# Margin comments on the Teter–Payne–Allan kinetic preconditioner

**Conventions.** Rydberg units: a plane wave $|\mathbf G\rangle$ at wavevector $\mathbf k$ has kinetic energy $t=|\mathbf k+\mathbf G|^2$ Ry with wavevectors in bohr$^{-1}$, and the basis holds all $t\le E_{\rm cut}$. $\hat T$ is the kinetic operator and $H=\hat T+V$. Band $n$ has eigenvalue $\varepsilon_n$, kinetic energy $T_n=\langle\psi_n|\hat T|\psi_n\rangle$ and potential energy $V_n=\varepsilon_n-T_n$. $X\le Y$ means that $Y-X$ is positive semidefinite. The preconditioner of Teter, Payne and Allan (1989) is diagonal in plane waves,

$$K(x)=\frac{p}{p+16x^4},\qquad p=27+18x+12x^2+8x^3,\qquad x=\frac{t}{T_n}.$$

**Premises.** (P1) $H$ is held fixed while band $n$ is relaxed. (P2) The pseudopotentials are norm-conserving, so the overlap is the identity. (P3) $N$ bands are computed, the other $N-1$ are converged, and band $n$ is close enough to convergence to linearise and to freeze $T_n$. (P4) $\Delta=\varepsilon_{N+1}-\varepsilon_n>0$. (P5) $V$ is bounded, $-w_-\le V-V_n\le w_+$, which holds for a smooth local part plus normalisable projectors.

### Comment 1. What is being conditioned

Let $\Pi$ project on the $N$ exact bands and $Q=1-\Pi$. Write $\psi=\psi_n+\delta$ with $\delta=Q\delta$. The cross terms $\langle\psi_n|H|\delta\rangle=\varepsilon_n\langle\psi_n|\delta\rangle$ vanish, so the Rayleigh quotient is

$$E=\frac{\varepsilon_n+\langle\delta|H|\delta\rangle}{1+\langle\delta|\delta\rangle}=\varepsilon_n+\langle\delta|A|\delta\rangle+O(\delta^4),\qquad A=Q(H-\varepsilon_n)Q.$$

The projected residual is $Q(H-E)\psi=A\delta+O(\delta^3)$. The algorithm multiplies it by $K$ and projects again, so a descent step of length $\lambda$ is $\delta\to(1-\lambda\,QKQ\,A)\delta$. The relevant number $\kappa$ is the ratio of the extreme eigenvalues of $QKQ\,A$ on the range of $Q$. The standard conjugate-gradient bound is a reduction of the $A$-norm of $\delta$ by $2[(\sqrt\kappa-1)/(\sqrt\kappa+1)]^k$ after $k$ steps, that is

$$k_{10}=\frac{\ln10}{\ln[(\sqrt\kappa+1)/(\sqrt\kappa-1)]}$$

steps per decade asymptotically.

With $K=1$ the eigenvalues are $\varepsilon_a-\varepsilon_n$, $a>N$, and $\kappa_0=(\varepsilon_{\max}-\varepsilon_n)/\Delta$. Since $H-\varepsilon_n=\hat T-T_n+(V-V_n)$, Weyl's inequality puts the numerator between $t_{\max}-T_n-w_-$ and $t_{\max}-T_n+w_+$. Hence $\kappa_0$ grows linearly with $E_{\rm cut}$ and $k_{10}$ as its square root.

### Comment 2. One identity carries all the asymptotics

With $y=2x/3$ the cubic is a geometric sum, $p=27(1+y+y^2+y^3)$. Multiplying by $2x-3=3(y-1)$ telescopes it to $81(y^4-1)$:

$$(2x-3)\,p=16x^4-81.$$

The quotient $p=(16x^4-81)/(2x-3)$ has only a removable singularity at $x=3/2$, where $p=108$ and $K=108/189=4/7$. Insert $16x^4=(2x-3)p+81$ in $1/K=1+16x^4/p$:

$$\frac1K=1+\frac{16x^4}{p}=2(x-1)+\frac{81}{p}.$$

Both forms are exact for all $x\ge0$. Both remainders are non-negative, so $K\le1$ everywhere and $K<1/[2(x-1)]$ for $x>1$.

### Comment 3. Small $x$

Put $u=16x^4/p$, so that $1-K=u/(1+u)=u-u^2+\dots$ From the quotient form, $1/p=(3-2x)/(81-16x^4)$, so

$$u=\frac{16}{27}x^4\Big(1-\frac{2x}{3}\Big)\Big(1+\frac{16x^4}{81}+\dots\Big).$$

The $x^8$ terms are $256/2187$ from $u$ and $-256/729$ from $-u^2$. Therefore

$$1-K=\frac{16}{27}x^4-\frac{32}{81}x^5-\frac{512}{2187}x^8+O(x^9).$$

The first three derivatives of $K$ vanish at the origin, and no $x^6$ or $x^7$ term occurs. The flat region ends near $x=1$, where $K=65/81=0.80$.

### Comment 4. Large $x$

Define $\rho=81/(2p)$, which falls from $3/2$ at $x=0$ to zero as $81/(16x^3)$. The second form of the identity gives, for $x>1$,

$$K=\frac{1}{2(x-1)}\,\frac1{1+\eta},\qquad \eta=\frac{\rho}{x-1}=\frac{81}{16x^4}\,[1+O(1/x)].$$

Thus $K-1/[2(x-1)]=-81/(32x^5)+O(x^{-6})$. Both functions tend to zero, so the content of the statement lies in this rate: they share the terms $\tfrac12(x^{-1}+x^{-2}+x^{-3}+x^{-4})$, and the $-1$ is a true part of the asymptote.

Between the limits nothing irregular happens. Direct expansion gives $2p'^2-pp''=192x^2(9+8x+4x^2)$, so $(1/p)''=(2p'^2-pp'')/p^3\ge0$. Then $1/K$ is convex, its slope is zero at the origin, and so it increases. $K$ falls monotonically from 1.

### Comment 5. Where 27, 18, 12, 8 and 16 come from

The coefficients can be reconstructed from the two limits. Ask for $1/K=2(x-1)+C/q(x)$ with $q$ a cubic, and for $1/K-1=O(x^4)$. Then $[(2x-3)q+C]/q=O(x^4)$, and the quartic numerator must be a pure $x^4$ term. That forces $q$ to be the series of $C/(3-2x)$ cut after $x^3$, namely $(C/3)(1+y+y^2+y^3)$. The choice $C=81$ clears the denominators and gives $q=p$, and $C$ drops out of $K$. The scale $x=3/2$ is the point where the asymptotes $1/K=1$ and $1/K=2(x-1)$ cross. Cutting the series after $y^{m-1}$ gives $1/K_m=1+3y^m(y-1)/(y^m-1)$, which tends to $\max[1,2(x-1)]$ as $m\to\infty$; the function above is $m=4$.

### Comment 6. Why $x-1$, and what it omits

A constant factor in $K$ is absorbed in the step length. Normalise to an energy,

$$M=\frac{T_n}{2K}=\hat T-T_n+T_n\rho,\qquad M\ge\frac{T_n}2,\qquad 0<T_n\rho\le\frac{3T_n}{2},$$

and call $\mu$ the eigenvalues of $QM^{-1}Q\,A$ on the range of $Q$. The diagonal of the Hamiltonian obeys $H_{\mathbf{GG}}-\varepsilon_n=T_n(x-1+d)$ with $d=(V_{\mathbf{GG}}-V_n)/T_n$. At large $t$ the nonlocal part of $V_{\mathbf{GG}}$ decays and $V_{\mathbf{GG}}$ becomes the cell average $\bar V$ of the local potential. So $x-1$ is the diagonal with the potential shift $d$ dropped. A band that sits in the wells has $V_n<\bar V$ and $d>0$. For $d$ of order one the omitted shift is as large as the $-1$ itself: at $d=1$ the diagonal is simply $T_nx$. The fourth-order approach to $1/[2(x-1)]$ is then a property of the formula, while the match to the Hamiltonian is only $1+O(d/x)$.

For constant $d$ the diagonal ratio is

$$\mu_d(x)=2K\,(x-1+d)=1+\frac{d-\rho}{x-1+\rho}.$$

Its derivative is $g/(x-1+\rho)^2$ with $g=\rho-d-\rho'(x-1+d)$, and $g'=-\rho''(x-1+d)\le0$ wherever the diagonal is positive. At the lower end of that range $g>0$: for $d\ge1$, $\rho'(0)=-1$ gives $g(0)=1/2$, and for $d<1$ the point $x=1-d$ has $\mu_d=0$ with slope $2K>0$. At infinity $g\to-d$. For $d>0$ there is thus exactly one maximum, at a finite $x^*$, beyond which $\mu_d$ falls to 1 as $1+d/x$. Solving $g=0$ gives

| $d$ | $x^*$ | $\mu_d(x^*)$ |
|---|---|---|
| 1/2 | 2.15 | 1.22 |
| 1 | 1.40 | 1.72 |
| 2 | 0.91 | 3.22 |

Once $E_{\rm cut}>x^*T_n$, added plane waves bring diagonal ratios between 1 and $\mu_d(x^*)$, so they never raise the maximum. Since $\mu_d(0)=2(d-1)$, these ratios lie inside the range already occupied when $0<d\le3/2$; for larger $d$ they can extend the range downward, but not below 1. For $d\le0$ the ratio stays below 1 and approaches it as the cutoff grows. A sharper knee is no gain here: for $m\to\infty$ the ratio at $x=3/2$ is $1+2d$, which is 3 at $d=1$.

### Comment 7. The bound on $\kappa$, with the projector kept

The inverse of $QM^{-1}Q$ on the range of $Q$ is not $QMQ$, so comparing $A$ with $M$ on that range is not enough. On that range $A$ is positive, and $QM^{-1}QA$ is similar to $A^{1/2}M^{-1}A^{1/2}$. Setting $v=A^{1/2}\phi$ in its Rayleigh quotient shows that the $\mu$ are the stationary values of

$$\mathcal R(v)=\frac{\langle v|M^{-1}|v\rangle}{\langle v|A^{-1}|v\rangle},\qquad v=Qv.$$

Extend $A$ to the whole basis by $\hat A=A+\Delta\,\Pi=H-\varepsilon_n+S$, with $S=\sum_{m\le N}(\varepsilon_{N+1}-\varepsilon_m)|\psi_m\rangle\langle\psi_m|$. Then $0\le S\le s=\varepsilon_{N+1}-\varepsilon_1$, $\hat A\ge\Delta$, and $\hat A^{-1}$ equals $A^{-1}$ on the range of $Q$ because $\hat A$ commutes with $Q$. By the definition of $M$,

$$\hat A=M+(V-V_n)-T_n\rho+S.$$

*From above.* Drop $-T_n\rho$ and use $1\le2M/T_n$: $\hat A\le M+w_++s\le c_2M$ with $c_2=1+2(w_++s)/T_n$.

*From below.* Drop $S$ and use $1\le\hat A/\Delta$: $M\le\hat A+w_-+\tfrac32T_n\le\hat A/c_1$ with $1/c_1=1+(w_-+\tfrac32T_n)/\Delta$.

Inversion reverses the order of positive operators, so $M^{-1}/c_2\le\hat A^{-1}\le M^{-1}/c_1$, and $c_1\le\mathcal R(v)\le c_2$ for every allowed $v$. Therefore

$$\kappa\le\Big(1+\frac{2(w_++s)}{T_n}\Big)\Big(1+\frac{w_-+\frac32T_n}{\Delta}\Big).$$

$E_{\rm cut}$ does not appear. Restricting $V$ to a subspace cannot widen its range, and $T_n$, $V_n$, $\Delta$ and $s$ converge as the basis grows. The correct statement is thus that $\kappa$ is bounded uniformly in the cutoff, not that it is exactly constant. The proof used only that $M-\hat T$ is bounded and $M$ is bounded away from zero. The fourth-order contact at either end plays no part in it.

### Comment 8. A floor on $\kappa$

Two trial vectors bound $\kappa$ from the other side. First, $v=\psi_{N+1}$ has $\langle A^{-1}\rangle=1/\Delta$, so

$$\mu_{\min}\le\frac{2\Delta}{T_n}\langle\psi_{N+1}|K|\psi_{N+1}\rangle\le\frac{2\Delta}{T_n}.$$

Second, $XY$ and $YX$ share their nonzero eigenvalues. With $X=Q$ and $Y=M^{-1}QA$ the $\mu$ are the nonzero eigenvalues of $M^{-1}A$ on the whole basis, so $\mu_{\max}\ge A_{\mathbf{GG}}/M_{\mathbf{GG}}$. Here $A_{\mathbf{GG}}=H_{\mathbf{GG}}-\varepsilon_n+\sum_{m\le N}(\varepsilon_n-\varepsilon_m)|\langle\mathbf G|\psi_m\rangle|^2$, and the sum is non-negative for the top band $n=N$. For that band

$$\kappa\ \ge\ \kappa_{\rm low}=\frac{T_n}{2\Delta}\max_{\mathbf G}\mu_d(x_{\mathbf G}).$$

The preconditioner replaces $E_{\rm cut}/\Delta$ by at least a number of order $T_n/\Delta$. It does nothing about a small gap. The same plane-wave argument gives $\kappa_0\ge(t_{\max}-T_n+dT_n)/\Delta$.

### Comment 9. A solvable case for the off-diagonal potential

How slack is the upper bound? Take the $p$ channel of $V=-4\zeta/r$ in a complete basis. Its lowest state is $u_2=r^2e^{-\zeta r}$ with $T_n=\zeta^2$, $\varepsilon_n=-\zeta^2$, $V_n=-2T_n$ and $\bar V=0$, so $d=2$. Let $M'=\hat T+T_n$, acting radially as $-d^2/dr^2+2/r^2+\zeta^2$. The Coulomb Sturmians $u_\nu$, $\nu=2,3,\dots$, for example $u_3=r^2(2-\zeta r)e^{-\zeta r}$, obey $M'u_\nu=2\nu\zeta\,u_\nu/r$ and form a complete $M'$-orthogonal set. Hence $(H-\varepsilon_n)u_\nu=(1-2/\nu)M'u_\nu$. Normalise $\langle u_\nu|M'|u_\nu\rangle=1$. A vector $v\perp u_2$ has $\langle v|M'^{-1}|v\rangle=\sum_{\nu\ge3}|\langle u_\nu|v\rangle|^2$ and $\langle v|A^{-1}|v\rangle=\sum_{\nu\ge3}|\langle u_\nu|v\rangle|^2/(1-2/\nu)$, so their ratio lies in $[1/3,1]$. Since $M^{-1}=\mu_2(x)M'^{-1}$ with $1<\mu_2\le3.22$ (because $d=2>\rho$), $\mathcal R$ lies between $1/3$ and $3.22$, and $\kappa<9.7$. Here $w_-$ is infinite and the estimate of Comment 7 is void, yet $\kappa$ is small. Against the diagonal range the off-diagonal potential lowers the bottom by at most a factor of 3.

### Comment 10. Range of validity

*Self-consistency.* If the density follows the orbitals, all bands couple. With $A$ now block-diagonal over bands, the Hartree term gives $A_{\rm tot}=A+BvB^\dagger$, where $v$ is the Coulomb kernel, $B^\dagger$ maps orbital changes to density changes, and it is scaled so that the independent-particle response is $\chi_0=-B^\dagger A^{-1}B$. By the $XY$, $YX$ rule the eigenvalues of $A^{-1}A_{\rm tot}$ are 1 or those of $\epsilon=1-v^{1/2}\chi_0v^{1/2}\ge1$. So $A\le A_{\rm tot}\le\lambda_{\max}(\epsilon)A$, and the joint condition number rises by at most $\lambda_{\max}(\epsilon)$. In a large insulating cell, at this Hartree-only level, $\epsilon_\infty=1/[\epsilon^{-1}]_{00}\le\lambda_{\max}$ sets its scale. The factor does not grow with the cutoff because $v\propto1/G^2$. The exchange-correlation kernel is left out of this estimate.

*Gap.* For a metal or a cut through a degenerate level, (P4) fails for the top band. Extra bands restore $\Delta>0$ for the wanted ones, but in a metal $\lambda_{\max}(\epsilon)$ grows with cell length.

*Form of $H$.* Ultrasoft and PAW data sets violate (P2) and need the overlap in $A$. A meta-GGA with $\tau$ the positive kinetic energy density and $v_\tau=\partial e_{xc}/\partial\tau$ turns $\hat T$ into $-\nabla\cdot(1+v_\tau)\nabla$. The tail of $\mu$ then spreads over the range of $1+v_\tau$, and a uniform bound needs that range to be positive and finite.

*Distance from convergence.* Far from the minimum $T_n$ moves, $K$ moves with it, and $k_{10}$ is only a guide. A band with $T_n\to0$, such as a nearly free $s$ state at $\Gamma$, makes $c_2$ large.

### Comment 11. Oxygen $2p$ bands of MgO at 80 Ry

Rock-salt MgO is the barrier oxide of magnetic tunnel junction memories. Take the top of the O $2p$ valence band at $\Gamma$, with all three degenerate states inside $\Pi$ and no empty bands.

*Band kinetic energy.* Model the orbital as $re^{-\zeta r}Y_{1m}$. Slater's rules for O$^{2-}$ give $Z_{\rm eff}=8-2(0.85)-7(0.35)=3.85$ and $\zeta=Z_{\rm eff}/2=1.925$ bohr$^{-1}$, so $T_n=\zeta^2=3.71$ Ry $=50.4$ eV. The radial transform is $\propto\xi/(1+\xi^2)^3$ with $\xi=\sqrt x$, and the normalised weight is $\frac{512}{3\pi}\xi^4(1+\xi^2)^{-6}d\xi$. A fraction $\tfrac12+\tfrac{8}{15\pi}=0.67$ of the norm lies at $x<1$, where $K\ge0.80$. The share of $T_n$ carried above the cutoff is 1.9 per cent at 40 Ry and 0.41 per cent at 80 Ry, so $T_n$ is held fixed below.

*Gap.* $\Delta$ is the gap of the Hamiltonian in use. As a stand-in take the measured direct gap, 7.83 eV (compiled value, Miglio 2020), which is 0.575 Ry. Then $2\Delta/T_n=0.31$.

*Shift.* Assume $d=1$, which places the band at the average potential, and test $d=1/2$. The nonlocal diagonal at moderate $t$ is taken to lie within this spread. For $d=1$ the maximum sits at $x^*T_n=5.2$ Ry. With a typical lattice constant of 4.21 Å the (220) shell has $t=8(2\pi/a)^2=4.99$ Ry, $x=1.35$ and $\mu_1=1.72$, so the discrete basis reaches the maximum to the figures shown.

With $t_{\max}\approx E_{\rm cut}$, $d=1$ and unrounded intermediates:

| $E_{\rm cut}$ (Ry) | $x_{\rm cut}$ | $K(x_{\rm cut})$ | $\eta$ | $\mu_1(x_{\rm cut})$ | $\kappa_0$ | $k_{10}(\kappa_0)$ | $\kappa_{\rm low}$ |
|---|---|---|---|---|---|---|---|
| 40 | 10.8 | 0.0510 | $3.5\times10^{-4}$ | 1.10 | 70 | 9.6 | 5.5 |
| 80 | 21.6 | 0.0243 | $2.3\times10^{-5}$ | 1.05 | 139 | 13.5 | 5.5 |
| 160 | 43.2 | 0.0119 | $1.4\times10^{-6}$ | 1.02 | 278 | 19.2 | 5.5 |

At 80 Ry $K$ meets its asymptote to $2.3\times10^{-5}$, while the asymptote misses the diagonal by $d/(x_{\rm cut}-1)=4.9$ per cent. Neither matters for $\kappa$, whose floor is set near 5 Ry and by the gap. A condition number of 5.5 would mean $k_{10}=2.5$.

*Spread.* For $d=1/2$ the maximum moves to 8.0 Ry, $\kappa_0=136$ and $\kappa_{\rm low}=3.9$. The neutral-atom exponent $\zeta=[8-2(0.85)-5(0.35)]/2=2.275$ bohr$^{-1}$ gives $T_n=5.18$ Ry and $\kappa_{\rm low}=7.7$ at $d=1$. The upper bound with illustrative $w_\pm=10$ Ry and $s=\Delta+17$ eV $=1.8$ Ry (about 17 eV from O $2s$ to the valence top) has $c_2=7.4$, $1/c_1=28$ and product $2.1\times10^2$. It exceeds $\kappa_0$ at 80 Ry, so here it proves uniformity and predicts nothing. Two omitted effects rival the floor: the off-diagonal potential, worth up to a factor of 3 in the Coulomb case, and Hartree screening, whose scale is $\epsilon_\infty=2.96$ (compiled value, Skone 2014). A factor 2.96 would lift 5.5 to 16 and $k_{10}$ to 4.6.

These numbers are the model's, not those of MgO. A semilocal functional typically gives MgO a gap near 4.7 eV, or 0.345 Ry, some 40 per cent below the stand-in, so for such a calculation the table is low by a factor of about 1.7. With that gap as input the model at 80 Ry has $\kappa_0=232$ with $k_{10}=17.5$, against $\kappa_{\rm low}=9.2$ with $k_{10}=3.4$, and only the first pair moves when the cutoff is raised.